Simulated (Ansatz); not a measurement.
**From the elastic tensor of PtSe₂ at 15 GPa (stress–strain coefficients) to moduli and sound speeds**

Theory: Ansatz, DFT PBE+D3(BJ), scalar-relativistic, plane waves, PAW. Plane waves to 420 eV; Γ-centred k mesh 12×12×10; Fermi-Dirac smearing of 0.15 eV. No spin polarisation.

The structure is trigonal, space group P-3m1 (No. 164). Conventional cell: a = 3.687 Å, b = 3.687 Å, c = 4.382 Å, α = 90.00°, β = 90.00°, γ = 120.00°. Pt (site symmetry -3m) has 6 Se at 2.47 Å as nearest neighbours. Se (site symmetry 3m) has 3 Pt at 2.47 Å and 3 Se at 2.83 Å as nearest neighbours.

In a metal, frequencies and elastic constants depend on the k mesh and the smearing, soft modes and shear constants most. Spin–orbit coupling is left out, which matters for heavy elements. A semilocal functional can close a gap that the real compound has.

Relaxed-ion constants (GPa, on the Cartesian axes of the calculation):
```
293.8 115.8 125.7 -57.2   0.0   0.0
115.8 293.8 125.7  57.2   0.0   0.0
125.7 125.7 176.8   0.0   0.0   0.0
-57.3  57.3   0.0 113.6   0.0   0.0
  0.0   0.0   0.0   0.0 113.6 -57.3
  0.0   0.0   0.0   0.0 -57.2  89.0
```

Density 11.361 g/cm³; 3 atoms in 51.60 Å³.

The values that follow are for a polycrystal of randomly turned grains, by Hill's mean where one number stands. In a crystal this anisotropic the Voigt and Reuss bounds lie far apart, so Hill's mean and the sound speeds and Debye temperature from it are rough.

With S = C⁻¹: B_V = (C11+C22+C33+2(C12+C13+C23))/9, G_V = (C11+C22+C33−C12−C13−C23+3(C44+C55+C66))/15, 1/B_R = S11+S22+S33+2(S12+S13+S23), 15/G_R = 4(S11+S22+S33−S12−S13−S23)+3(S44+S55+S66); Hill is their mean. Then v_l = √((B+4G/3)/ρ), v_t = √(G/ρ), v_m = [(2/v_t³+1/v_l³)/3]^(−1/3) and Θ = (ħ/k_B)·v_m·(6π²n/V)^(1/3) for n atoms in the volume V; E = 9BG/(3B+G), ν = (3B−2G)/(2(3B+G)) and A^U = 5G_V/G_R + B_V/B_R − 6.

```
Bulk modulus, Voigt / Reuss / Hill          : 166.5 / 156.7 / 161.6 GPa
Shear modulus, Voigt / Reuss / Hill         : 89.7 / 59.7 / 74.7 GPa
Young's modulus                             : 194 GPa
Poisson ratio                               : 0.300
Pugh ratio B/G                              : 2.16
Universal anisotropy index                  : 2.58
Longitudinal and transverse sound speeds    : 4795 and 2564 m/s
Debye temperature from the mean sound speed : 330 K
```

Cost: 1 run of about 8.3 core-minutes, on Intel Xeon Platinum 8488C (Sapphire Rapids) (shared hosts).

Under pressure PtSe₂ is still stiffer within the layers than along their normal (C11 = 293.8 against C33 = 176.8 GPa), but it no longer behaves as a stack of weakly coupled sheets. C44 even exceeds C66, where an easily gliding layered crystal would have a very small C44. The Se–Se contacts at 2.83 Å, which bridge the gap between layers, are too long for ordinary single bonds but far shorter than van der Waals contacts. This suggests partial covalent coupling through Se p orbitals, although the dispersion term may also contribute to the stiffness across the gap.

The anisotropy lies mainly in shear, as the bulk-modulus bounds are close together. Its main source is the large C14, which reflects the inclined bonds of the trigonal framework: it mixes basal shear with interlayer shear and leaves one combination much softer than either C44 or C66 implies. The Pugh ratio does not establish ductility, since cleavage and slip depend on particular planes.
